**Question**

I have spin-orbit CASSCF results for 5d dications in an octahedron of six point charges, and I can't see a trend in the magnetism.

OpenMolcas 26.06, state-averaged CASSCF over the 5d shell with spin-orbit state interaction (atomic mean-field integrals), DKH2, ANO-RCC-VDZP. Each 2+ ion sits in a regular octahedron of six point charges of -1 e. Ground levels carry double-group labels, the multiplicity is that of the largest spin component, and χT is the powder value from Van Vleck's formula.

```tsv
ion	electrons in the shell	distance of the charges (Å)	spin multiplicity of the ground level	ground level	degeneracy	first excitation (cm⁻¹)	χT at 2 K (cm3 K/mol)	χT at 50 K (cm3 K/mol)	χT at 300 K (cm3 K/mol)
Lu2+	1	1.870	2	G8	4	888	0.003	0.031	0.175
Hf2+	2	1.830	3	E	2	72.9	0.004	0.084	0.270
Ta2+	3	2.190	4	G8	4	8800	0.929	0.938	0.984
W2+	4	2.510	5	A1	1	1800	0.001	0.036	0.218
Re2+	5	2.140	6	G7	2	64.5	1.13	3.59	4.18
Os2+	6	1.860	3	A1	1	1430	0.003	0.085	0.517
Ir2+	7	2.240	4	G6	2	777	2.28	2.52	3.70
Au2+	9	2.120	2	G8	4	3210	0.990	1.00	1.06
```

Lu2+ has a fourfold ground level and almost no moment. Ta2+ and Ir2+ are both labelled quartets, yet differ by a factor of 2.5 at 2 K. Os2+ comes out as a triplet, which I can't reconcile with octahedral d⁶. Is there any order here?

**Answer**

There is, but it isn't a curve in the electron count. The distance of the charges changes irregularly from row to row, so ion and field change together, and each row sits at its own place between two limits. Where the octahedral splitting $\Delta$ far exceeds the spin-orbit constant $\zeta$, the states are ligand-field terms weakly split by spin-orbit coupling. Where $\zeta$ wins, they are free-ion $J$ multiplets weakly split by the field. Electron repulsion is a third scale: set against $\Delta$, it decides between high and low spin, which matters for W, Re and Os. The ground-level symbols are cubic double-group labels: G6 and G7 are Kramers doublets and G8 a quartet (odd electron counts), A1 is a singlet and E a non-Kramers doublet (even counts). The multiplicity column gives only the largest spin component of the level.

χT, the molar susceptibility times temperature, follows from Van Vleck's formula. While only the ground level of degeneracy $d$ is occupied,

$$\chi T = \frac{C_0}{d}\sum_{i}\Big[\sum_{j\,\in\,\text{ground}}|M_{ij}|^2 + 2kT\sum_{j\,\in\,\text{excited}}\frac{|M_{ij}|^2}{E_j-E_i}\Big],$$

with $M=L_z+2S_z$ and $C_0=0.3751$ cm³ K/mol. The first term is the constant Curie part of a permanent moment. The second is a moment induced by the field and grows linearly in $T$. A line through the 2 K and 50 K values reproduces the 300 K value within 0.008 for Lu, Ta, W, Os and Au, and overshoots by 0.07 for Ir, whose first excitation is 3.7 $kT$ at 300 K. It fails for Hf and Re, whose first excitations are a third of $kT$ there. The intercept is 0.002 or less for Lu, Hf, W and Os, so these four have next to no Curie part.

Lu2+ can be worked without a fit. Within $t_{2g}$ the orbital momentum acts as $l=1$ with reversed sign, $M=-l_z+2s_z$. Spin-orbit coupling puts $j=3/2$ (G8) lowest, and there the orbital and spin parts cancel: in the top state $-1+2\cdot\tfrac12=0$. The sum of $M^2$ over all six states is $4+6=10$. The upper doublet, with $M=\pm1$, holds 2 of this and G8 holds none, so 8 belongs to the elements between the two levels, counted in both directions. Half of that, 4, starts from G8, which is 1 per G8 state. With $kT=208.5$ cm⁻¹ and the tabulated excitation,

$$\chi T(300\ \text{K}) = 0.3751\times\frac{2\times 208.5}{888} = 0.176,$$

against 0.175 in the table. Mixing with $e_g$, neglected here, is of order $\zeta/\Delta$, a few per cent, so the last digit is partly luck.

Hf2+ ($t_{2g}^2$, ³T₁) continues the story with $S=1$. The lowest multiplet has effective $J=2$ and, in the strong-field limit, $g=\tfrac12$, worth $C_0\,g^2J(J+1)/3=0.19$. Mixing with higher terms splits it into E and T₂, and the run's level list shows that the 72.9 cm⁻¹ is this splitting, the next level lying at 1423 cm⁻¹. An E level carries no first-order moment in a regular octahedron, because the moment transforms as T₁ and E × E doesn't contain T₁; the run gives $g\approx0$. χT therefore starts at zero, rises as T₂ mixes in and fills, and reaches 0.270 with the linear term added.

Ta2+ ($t_{2g}^3$, ⁴A₂) has no orbital momentum in the strong-field limit and would show the spin-only 1.88. The free-ion limit, ⁴F₃/₂ with $L$ opposed to $S$, gives 0.075. The tabulated 0.929 lies about halfway, and corresponds to $g\approx1.41$. The standard first-order result $g=2-8\zeta/3\Delta$ then needs $\zeta/\Delta\approx0.2$, a rough figure only, since a shift of $g$ this large strains a first-order formula. The flatness in $T$ follows from the 8800 cm⁻¹ to the next level.

W2+ has a singlet in both limits: ⁵D₀ for the free ion, and the $J=0$ level of $t_{2g}^4$ in a strong field. The quintet label places this row on the weak side. For ⁵D₀ the squared element to $J=1$ is $S(S+1)/3=2$, which with the 1800 cm⁻¹ gap gives $0.3751\times2\times208.5\times2/1800=0.174$ at 300 K, 20 % below the tabulated 0.218. The level is not pure ⁵D₀.

Re2+ is high-spin d⁵. The six components of $S=5/2$ are degenerate until spin-orbit coupling, in high order, lets them feel the cubic field and separates G7 from G8; this reading of the 64.5 cm⁻¹ accounts for the whole curve. A pure $S=5/2$ G7 doublet has $|g|=10/3$ and a Curie part of 1.04. The run's values at 2 and 5 K extrapolate to 0.994, or $g=3.26$. As the quartet fills, χT climbs to 4.18, which is 95 % of the spin-only 4.39.

Past half filling, orbit and spin add, and $\zeta$ has grown to the size of $\Delta$, so Ir2+ and Au2+ lie near the free-ion limit for their ground levels. The lowest levels of Ir2+ in the run are G6, G8 (777 cm⁻¹) and G8 (2602 cm⁻¹), ten states, followed by a gap to 8457 cm⁻¹: the pattern of a split $J=9/2$. The G6 doublet of ⁴F₉/₂ has $\langle J_z\rangle=11/6$, so $g=2\cdot\tfrac{11}{6}\cdot\tfrac43=4.89$, whereas the ⁴T₁ picture familiar from Co²⁺ gives $13/3$. The run gives 4.92, and $C_0g^2/4=2.27$ is the observed intercept. That answers the Ta–Ir contrast: equal spin, orbital part of opposite sign. The full Landé value of 5.50 needs all ten states occupied, hence the long rise. For Au2+ the G8 quartet of ²D₅/₂ has $\langle J_z\rangle=\pm\tfrac12,\pm\tfrac{11}{6}$, a mean square of $65/36$, and with $g_J=6/5$ a Curie part of $0.3751\times1.44\times65/36=0.975$. The table has 0.990; spin-only would be 0.376.

To go between the limits, one can diagonalise cubic field ($\Delta$), repulsion (Racah $B$, $C$) and $\zeta\sum \mathbf l\cdot\mathbf s$ over all dⁿ determinants. For Lu and Au, $\Delta$ was read from the runs' two terms (29657 and 4497 cm⁻¹); for Hf and Ir, $\Delta$, $B$ and $C$ were least-squares fitted to the runs' spin-free terms (rms misfit 300 cm⁻¹ for Hf and 168 cm⁻¹ for Ir, largest 1114 and 402 cm⁻¹). In each, $\zeta$ was set to reproduce the run's lowering of the ground level by spin-orbit coupling, which gives about 590, 1100, 4100 and 5400 cm⁻¹ for Lu, Hf, Ir and Au. Gaps and χT were not fitted. χT at 300 K agrees within 0.007 in these four rows, and the quartet weight of Ir, 0.91, equals the run's. The gaps of Lu and Ir are within 2 % of the table, that of Au is 6 % low, and the small Hf splitting is 19 % low. A likely cause is that the model gives $t_{2g}$ and $e_g$ one radial function. For Au the G7 level lies at $\Delta-\zeta$ plus the lowering, so the table implies $\zeta=4497+3947-3210=5234$ cm⁻¹ within $t_{2g}$, only 3 % below the fitted value. Since the model has the same form as the calculation, agreement identifies states and says nothing about real compounds.

For Ta, W, Re and Os, $B$ and $C$ were interpolated linearly between Hf and Ir (an assumption, repeated with both 15 % smaller), and $\Delta$ and $\zeta$ were solved from gap and lowering, so only χT and the leading spin are tests. Re comes within about 1 % of the table at all three temperatures, with close to 0.9 sextet. W is 9 to 17 % low at 300 K, with about a quarter of lower spin. Ta fails the sensitivity check: $\Delta$ nearly doubles between the two choices and the error at 2 K goes from 3 to 27 %, so the nature of its 8800 cm⁻¹ excitation is not settled by this model.

Os2+ is where the model helps most. Ligand-field theory allows regular octahedral d⁶ only ⁵T₂ or ¹A₁ as ground term. Spin-orbit coupling links spins that differ by at most one, so the A₁ component of ⁵T₂ and the ¹A₁ term don't couple directly, but both couple to the A₁ component of ³T₁. Near the spin crossover the two ends of this chain are close in energy, and the link between them can take the largest share. The run's lowering of 6369 cm⁻¹ shows how strong the coupling is. The model gives about 0.3 singlet, 0.4 triplet and 0.3 quintet for both choices of $B$ and $C$, reproducing the label unfitted and χT at 300 K to about 3 %. These weights are inferred, not read from the run, but the label plainly need not mean a triplet term.

The same reasoning predicts neighbours. Bringing the charges closer should turn Re2+ into $t_{2g}^5$, again a G7 doublet but with $|g|\to2$, take Os2+ towards closed-shell $t_{2g}^6$ with a shrinking slope, and leave W2+ a singlet throughout. A d⁸ ion should mirror Ta2+: an orbital singlet ³A₂, a threefold magnetic level, and a nearly flat χT above spin-only.

Several features belong to the settings. High-spin W, Re and Ir reflect the weak field of point charges without covalency, helped by the lack of dynamic correlation, which leaves repulsion too large; real octahedral 5d complexes are normally low-spin. Lu and Hf are the opposite case, with fields five to seven times those of Ir and Au. For Hf the point-charge law $\Delta=\tfrac53\langle r^4\rangle/R^5$ (atomic units) implies $\langle r^4\rangle^{1/4}=2.44$ bohr, less than the run's $\langle r^2\rangle^{1/2}=2.75$ bohr, which is impossible for one distribution: the 5d cloud reaches out to the charges, and the law, which assumes a cloud well inside them, no longer holds. The charges probably push the cloud outward and so depress $\zeta$ as well, but there is no free-ion run here to show it, and the effect may depend on the basis. The 6s orbital is excluded, although free Lu2+ is 6s¹. The octahedron is held regular, so the orbitally degenerate levels of Lu, Hf and Au can't distort, and distortion would undo part of the orbital moment on which their values rest. Ir and Au also lack the g function of the other rows.
